**X-ray form factor and incoherent scattering function of Ir⁺: Thomas-Fermi envelope and shell shoulders**

The table holds the form factor $f$ and the Waller-Hartree incoherent function $S$ of Ir⁺ ($5d^76s^1$) from $\sin\theta/\lambda=0$ to 6 Å⁻¹, from a radial Dirac-Fock calculation (configuration average, spherical density, Watson sphere of charge −1 e). The program tests the small-angle expansion with the calculated mean square radius sum, a parameter-free Thomas-Fermi ion for $f$ and $S$, and screened hydrogenic subshells with one common factor on Slater's screening constants, fitted to the relative errors in $f$ over all rows. Thomas-Fermi gives the envelope of $f$ to 5.6 % rms but none of the swings in its logarithmic slope, while the shell model (4.1 % rms, worst −11.1 %) reproduces the swings and exaggerates them. $N-S$ exceeds $f$ from 0.15 Å⁻¹ on, which points to Pauli blocking between orbitals, and the Thomas-Fermi $S$ is far too large at small angles but within about 1 % at the last row.

X-ray form factor and Waller-Hartree incoherent scattering function of Ir⁺ ([Xe] 4f14 5d7 6s1), from the spherical density of a Dirac-Fock average-of-configuration calculation with Radial Dirac-Fock and Kohn-Sham solver 3. The nucleus is finite, with an rms radius of 5.4032 fm, and the ion is enclosed in a Watson sphere of charge −1 e and radius 2.7 Å.

## Program and output

```python
# Table: X-ray form factor f and Waller-Hartree incoherent function S of Ir+ (radial Dirac-Fock, configuration average,
# Watson sphere). Tested: small-angle expansion, Thomas-Fermi ion (no parameter), screened hydrogenic shells (one parameter).
T = {
    'sin_theta_over_lambda': [0.0, 0.05, 0.1, 0.15, 0.2, 0.25, 0.3, 0.35, 0.4, 0.45, 0.5, 0.6, 0.7, 0.8, 0.9, 1.0, 1.1, 1.2, 1.4, 1.6, 1.8, 2.0, 2.5, 3.0, 3.5, 4.0, 5.0, 6.0],  # Å⁻¹
    'form_factor': [76.0, 75.06, 72.54, 69.09, 65.27, 61.46, 57.81, 54.41, 51.26, 48.36, 45.7, 40.98, 36.9, 33.31, 30.13, 27.33, 24.88, 22.79, 19.54, 17.28, 15.68, 14.42, 11.76, 9.37, 7.479, 6.194, 4.858, 4.108],  # e
    'incoherent_function': [0.0, 1.135, 3.688, 6.452, 9.053, 11.53, 13.91, 16.21, 18.43, 20.56, 22.59, 26.27, 29.43, 32.16, 34.59, 36.83, 38.92, 40.89, 44.5, 47.75, 50.65, 53.18, 57.98, 61.25, 63.66, 65.56, 68.36, 70.28],  # e
}
import numpy as np
from scipy.constants import physical_constants as pc, h, c as cl, e
from scipy.integrate import solve_ivp, trapezoid
from scipy.optimize import brentq, minimize_scalar
from scipy.special import eval_genlaguerre
from scipy.interpolate import CubicSpline
s, f, S = (np.array(T[k], float) for k in ("sin_theta_over_lambda", "form_factor", "incoherent_function"))
Z, N, R2 = 77, 76, 52.539  # R2: mean square radius sum (bohr^2), further result of the same run
toq = 4*np.pi*pc["Bohr radius"][0]*1e10; q = toq*s
# Thomas-Fermi ion in t = sqrt(x), integrated inward from the edge where phi = 0
big = lambda t, y: y[0] - 10
big.terminal = True
shoot = lambda t0: solve_ivp(lambda t, y: [2*t*y[1], 2*max(y[0], 0)**1.5], [t0, 0], [0, -(Z-N)/Z/t0**2],
                             rtol=1e-9, atol=1e-12, events=big, dense_output=True)
t0 = brentq(lambda u: shoot(u).y[0, -1] - 1, 2, 10)
t = np.linspace(1e-4, t0, 20001); ph = np.maximum(shoot(t0).sol(t)[0], 0)
rT = 0.5*(3*np.pi/4)**(2/3)*Z**(-1/3)*t**2; w = 2*Z*t**2*ph**1.5
x = np.minimum(q[:, None]/(2*np.maximum(np.sqrt(2*Z*ph/rT), 1e-9)), 1)
fT = trapezoid(w*np.sinc(q[:, None]*rT/np.pi), t); ST = trapezoid(w*(1.5*x - 0.5*x**3), t)
# hydrogenic subshells (n, l, electrons, screening by Slater's rules); Zeff = Z - c*sigma
sh = [(1,0,2,.3),(2,0,2,4.15),(2,1,6,4.15),(3,0,2,11.25),(3,1,6,11.25),(3,2,10,21.15),(4,0,2,27.75),(4,1,6,27.75),
      (4,2,10,39.15),(4,3,14,50.55),(5,0,2,57.65),(5,1,6,57.65),(5,2,7,70.1),(6,0,1,72.75)]
r = np.linspace(0, 160, 5001); k = np.linspace(0, 2.4, 1200)**2; J = np.sinc(np.outer(k, r)/np.pi)
P = [(r**(l+1)*np.exp(-r/n)*eval_genlaguerre(n-l-1, 2*l+1, 2*r/n))**2 for n, l, _, _ in sh]
sp = [CubicSpline(k, J @ p/p.sum()) for p in P]
nn, occ = np.array([a[0] for a in sh]), np.array([a[2] for a in sh])
fi = lambda c, qq: np.array([g(qq/(Z - c*a[3])) for g, a in zip(sp, sh)])
r2 = lambda c: sum(o*n*n*(5*n*n + 1 - 3*l*(l+1))/2/(Z - c*sg)**2 for n, l, o, sg in sh)
c = minimize_scalar(lambda u: np.sum((occ @ fi(u, q)/f - 1)**2), bounds=(0.5, 0.95), method="bounded").x
F = fi(c, q); fH = occ @ F; DH = occ @ F**2
ls = lambda y: np.diff(np.log(y[1:]))/np.diff(np.log(s[1:]))
L, LT, LH = ls(f), ls(fT), ls(fH); eT, eH = 100*(fT/f - 1), 100*(fH/f - 1)
f2 = N - q**2*R2/6; at = lambda v: int(np.argmin(abs(s - v)))
print("Small angle, f = N - q^2 R2/6 (table rounding 0.005 e):")
for i in (1, 2, 3, 4):
    print(f" s={s[i]:.2f} q={q[i]:.3f}/bohr f={f[i]:.2f} quadratic={f2[i]:.2f} diff={f[i]-f2[i]:+.2f} e, S/[2(N-f)]={S[i]/(2*(N-f[i])):.2f}")
print(f"Sum r^2 (bohr^2): run {R2:.1f}, TF {trapezoid(w*rT**2, t):.1f}, shells {r2(c):.1f}; TF edge {rT[-1]:.1f} bohr")
print(f"Fitted c = {c:.3f}; c that gives the run's sum r^2 = {brentq(lambda u: r2(u)-R2, 0.5, 0.95):.3f}")
print("s(1/A) f(e) errTF% errSh% | log slope from row before: table TF shells | N-S(e) S errTF% diag sum shells(e)")
for i in range(2, len(s)):
    print(f"{s[i]:4.2f} {f[i]:6.2f} {eT[i]:+6.1f} {eH[i]:+6.1f} | {L[i-2]:5.2f} {LT[i-2]:5.2f} {LH[i-2]:5.2f} |"
          f" {N-S[i]:5.2f} {100*(ST[i]/S[i]-1):+6.1f} {DH[i]:5.2f}")
for nm, er, sv in (("f TF", eT[1:], s[1:]), ("f shells", eH[1:], s[1:]), ("S TF", 100*(ST[1:]/S[1:]-1), s[1:])):
    j = np.argmax(abs(er)); print(f"{nm}: rms {np.sqrt(np.mean(er**2)):.1f} %, worst {er[j]:+.1f} % at s={sv[j]:.2f}")
d = np.diff(f)/np.diff(s); j = np.argmin(d)
dl = np.where(f[1:] < 10, 5e-4, 5e-3)/f[1:]; u = (dl[1:] + dl[:-1])/np.diff(np.log(s[1:]))
print(f"Steepest df/ds {d[j]:.1f} e A for s={s[j]:.2f}-{s[j+1]:.2f}, last interval {d[-1]:.2f}; rounding in log slope <= {u.max():.3f}")
sd = np.linspace(0, 6, 1201); Fd = fi(c, toq*sd)*occ[:, None]
print("Shell model, s where shell f halves (1/A):", ", ".join(
    f"n={n}: {sd[np.argmax(Fd[nn == n].sum(0) < occ[nn == n].sum()/2)]:.2f}" for n in range(2, 7)))
for v in (1.0, 2.0, 6.0):
    print(f"Shell model f by n=1..6 at s={v} (e, rough):", " ".join(f"{occ[nn == n] @ F[nn == n, at(v)]:.1f}" for n in range(1, 7)))
print(f"(N-S)/f at s=0.1, 0.15, 1, 2, 6:", " ".join(f"{(N-S[at(v)])/f[at(v)]:.3f}" for v in (0.1, 0.15, 1, 2, 6)))
print(f"s={s[-1]:.1f}: f/N={100*f[-1]/N:.1f} %, S/N={100*S[-1]/N:.1f} %, least photon energy {h*cl*s[-1]*1e10/e/1e3:.1f} keV")
assert np.all(np.diff(f) < 0) and np.all(np.diff(S) > 0)
assert 0 < f[1] - f2[1] < 0.05 and S[1] < 2*(N - f[1])
assert L[at(2.0)-2] > L[at(1.4)-2] + 0.1 and L[at(3.5)-2] < L[at(6.0)-2] - 0.3
assert np.all((N - S > f)[s > 0.12])
```

Printed output:

```
Small angle, f = N - q^2 R2/6 (table rounding 0.005 e):
 s=0.05 q=0.332/bohr f=75.06 quadratic=75.03 diff=+0.03 e, S/[2(N-f)]=0.60
 s=0.10 q=0.665/bohr f=72.54 quadratic=72.13 diff=+0.41 e, S/[2(N-f)]=0.53
 s=0.15 q=0.997/bohr f=69.09 quadratic=67.29 diff=+1.80 e, S/[2(N-f)]=0.47
 s=0.20 q=1.330/bohr f=65.27 quadratic=60.51 diff=+4.76 e, S/[2(N-f)]=0.42
Sum r^2 (bohr^2): run 52.5, TF 77.3, shells 51.1; TF edge 6.4 bohr
Fitted c = 0.796; c that gives the run's sum r^2 = 0.802
s(1/A) f(e) errTF% errSh% | log slope from row before: table TF shells | N-S(e) S errTF% diag sum shells(e)
0.10  72.54   -1.8   +0.0 | -0.05 -0.07 -0.05 | 72.31 +111.5 69.79
0.15  69.09   -3.0   -0.1 | -0.12 -0.15 -0.12 | 69.55  +72.0 64.44
0.20  65.27   -3.7   -0.2 | -0.20 -0.22 -0.20 | 66.95  +55.2 59.31
0.25  61.46   -4.1   -0.3 | -0.27 -0.29 -0.27 | 64.47  +45.0 54.83
0.30  57.81   -4.3   -0.2 | -0.34 -0.35 -0.33 | 62.09  +37.8 50.97
0.35  54.41   -4.5   +0.2 | -0.39 -0.40 -0.37 | 59.79  +32.1 47.53
0.40  51.26   -4.6   +1.0 | -0.45 -0.45 -0.39 | 57.57  +27.5 44.30
0.45  48.36   -4.6   +2.0 | -0.49 -0.50 -0.41 | 55.44  +23.7 41.22
0.50  45.70   -4.7   +3.1 | -0.54 -0.54 -0.43 | 53.41  +20.6 38.27
0.60  40.98   -4.8   +4.9 | -0.60 -0.60 -0.50 | 49.73  +16.3 32.88
0.70  36.90   -4.6   +5.2 | -0.68 -0.67 -0.66 | 46.57  +13.8 28.36
0.80  33.31   -4.1   +3.9 | -0.77 -0.73 -0.86 | 43.84  +12.4 24.83
0.90  30.13   -3.3   +1.8 | -0.85 -0.78 -1.03 | 41.41  +11.4 22.15
1.00  27.33   -2.2   -0.4 | -0.93 -0.82 -1.13 | 39.17  +10.5 20.10
1.10  24.88   -1.1   -2.1 | -0.99 -0.86 -1.17 | 37.08   +9.6 18.48
1.20  22.79   -0.2   -3.1 | -1.01 -0.90 -1.13 | 35.11   +8.8 17.12
1.40  19.54   +0.6   -2.6 | -1.00 -0.95 -0.96 | 31.50   +7.2 14.74
1.60  17.28   -0.4   -0.0 | -0.92 -1.00 -0.73 | 28.25   +5.7 12.63
1.80  15.68   -3.0   +2.3 | -0.82 -1.04 -0.64 | 25.35   +4.4 10.84
2.00  14.42   -5.8   +3.2 | -0.80 -1.08 -0.71 | 22.82   +3.3  9.41
2.50  11.76  -10.3   +0.2 | -0.91 -1.13 -1.05 | 18.02   +2.0  7.02
3.00   9.37   -9.4   -6.3 | -1.25 -1.19 -1.61 | 14.75   +1.6  5.57
3.50   7.48   -6.2  -10.9 | -1.46 -1.23 -1.79 | 12.34   +1.5  4.59
4.00   6.19   -4.3  -11.1 | -1.41 -1.27 -1.43 | 10.44   +1.5  3.80
5.00   4.86   -8.7   -5.3 | -1.09 -1.30 -0.81 |  7.64   +1.2  2.66
6.00   4.11  -15.4   -4.9 | -0.92 -1.34 -0.89 |  5.72   +1.0  1.99
f TF: rms 5.6 %, worst -15.4 % at s=6.00
f shells: rms 4.1 %, worst -11.1 % at s=4.00
S TF: rms 59.4 %, worst +259.4 % at s=0.05
Steepest df/ds -76.4 e A for s=0.15-0.20, last interval -0.75; rounding in log slope <= 0.006
Shell model, s where shell f halves (1/A): n=2: 3.99, n=3: 1.56, n=4: 0.61, n=5: 0.21, n=6: 0.10
Shell model f by n=1..6 at s=1.0 (e, rough): 2.0 7.7 13.6 3.6 0.4 0.0
Shell model f by n=1..6 at s=2.0 (e, rough): 2.0 6.7 5.6 0.5 0.1 0.0
Shell model f by n=1..6 at s=6.0 (e, rough): 1.8 1.7 0.3 0.1 -0.0 0.0
(N-S)/f at s=0.1, 0.15, 1, 2, 6: 0.997 1.007 1.433 1.583 1.392
s=6.0: f/N=5.4 %, S/N=92.5 %, least photon energy 74.4 keV
```
